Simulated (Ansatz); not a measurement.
## WC: energy above lowest point against volume scale

Results calculated with Ansatz 0.2.0, not measured. Free energy against uniform scaling of the volume at fixed shape and fractions; periodic cell, basis, potentials, k mesh and filling as listed.

The cell before it is scaled or strained (space group P-6m2, No. 187):
```
CELL_PARAMETERS angstrom
2.90650 0.00000 0.00000
-1.45330 2.51710 0.00000
0.00000 0.00000 2.83660
ATOMIC_POSITIONS crystal
W 0.00000 0.00000 0.00000
C 0.66667 0.33333 0.50000
```

Settings of every row: functional PBEsol; dispersion none; potentials all-electron LAPW; k mesh 11x11x10; k shift 0x0x0; occupations cold; smearing width 0.1 eV; spin none.

Limits: coarse k mesh, up to 40 meV an atom off; no spin-orbit coupling, which can matter with elements this heavy.

| row | volume scale | V (Å³/atom) | energy above lowest point (meV/atom) |
| --- | --- | --- | --- |
| 1 | 0.94 | 9.754 | 38.2 |
| 2 | 0.96 | 9.961 | 13.3 |
| 3 | 0.98 | 10.169 | 1 |
| 4 | 1 | 10.376 | 0 |
| 5 | 1.02 | 10.584 | 9.3 |
| 6 | 1.04 | 10.791 | 27.7 |
| 7 | 1.06 | 10.999 | ? |

Question: what energy above lowest point should row 7 give?

Worked fit of energy above lowest point. Take u = (V_r/V)^(2/3) − 1 with V_r = 10.273 Å³ an atom, which is twice the finite (Eulerian) strain; such expansions in the strain, on which the Birch-Murnaghan equation of state is built, carry the rest volume and the bulk modulus. The shown rows have u = 0.03517, 0.02077, 0.00681, -0.00663, -0.01969, -0.03226. Least squares give energy above lowest point = −0.85 + 68.9 × u + 29590 × u² meV/atom; a straight line predicts inner rows, each left out in turn, worse (root mean square 13 against 0.042 meV/atom). All shown rows lie on it to the printed digit. Its lowest point lies at u = -0.0012, or V = 10.29 Å³ an atom, and the curvature there gives the bulk modulus at fixed shape and fractions, B = (4/9)(1 + u)² E″(u)/V = 409 GPa. Letting shape and atoms relax would as a rule lower it, by much in layered, chain or molecular crystals. The withheld row has u = -0.0445, so the fit gives −0.85 + 68.9 × (-0.0445) + 29590 × (-0.0445)² = 54.7 meV/atom.

The calculation gave 54.5 meV/atom. The fit lies 0.2 meV/atom (0.37 % of the column's range) above it; its largest miss of a shown row is 0.0 meV/atom. This row lies beyond the range of the fit.
